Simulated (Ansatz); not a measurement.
AlBH4OSe: structure from calculated spectroscopic constants

These gas-phase data were calculated for one isomer of AlBH4OSe at B3LYP-D3(BJ)/def2-SVP (harmonic, unscaled wavenumbers; equilibrium rotational constants with average atomic masses):

| Property | Result |
| --- | --- |
| rotational constants | 6.138, 2.876, 2.019 GHz |
| all wavenumbers above 1500 cm⁻¹ | 3816, 2661, 1939, 1934 |

Candidates:

(1) `B[O][AlH][SeH]`, a singlet
(2) `B1[OH+][AlH2-][Se]1`, a singlet

Problem. Which candidate do the data belong to?

Solution. Candidate (2). The band at 3816 cm⁻¹ lies where the O–H stretch is expected; (1) has no mode between 3300 and 4000 cm⁻¹.

The same quantities for all candidates:

```
     rotational constants (GHz)  wavenumbers above 1500 cm⁻¹  E above the lowest, B3LYP-D3(BJ)/def2-SVP (kcal/mol)
(1)         10.99, 1.383, 1.242       2596, 2513, 2405, 1994                                                   0.0
(2)         6.138, 2.876, 2.019       3816, 2661, 1939, 1934                                                   8.5
```

Harmonic stretches to hydrogen usually lie a few per cent above observed fundamentals. Each candidate is one conformer. Programs: Ansatz 0.2.0.

The rotational constants support the assignment independently of the O–H band. Candidate (1) is an open chain with its mass strung out along one axis, hence one large and two small, nearly equal constants. Closing the B–O–Al–Se ring in (2) makes the heavy-atom frame more compact and brings the three constants closer together.

The remaining stretches also fit. The bands at 1939 and 1934 cm⁻¹ belong to the AlH₂ group and the one at 2661 cm⁻¹ to the single B–H bond, whereas (1) should show two B–H stretches, one Se–H and one Al–H. The lower Al–H wavenumbers in (2) are consistent with four-coordinate, more hydridic aluminium.

The assigned isomer is not the more stable of the two, although it has a strong O–H bond in place of a weaker Se–H bond. Probably ring strain and the use of an oxygen lone pair for the dative bond to aluminium, which weakens π donation to boron, outweigh that gain. The energy difference says nothing about the barrier to ring opening and hydrogen transfer.
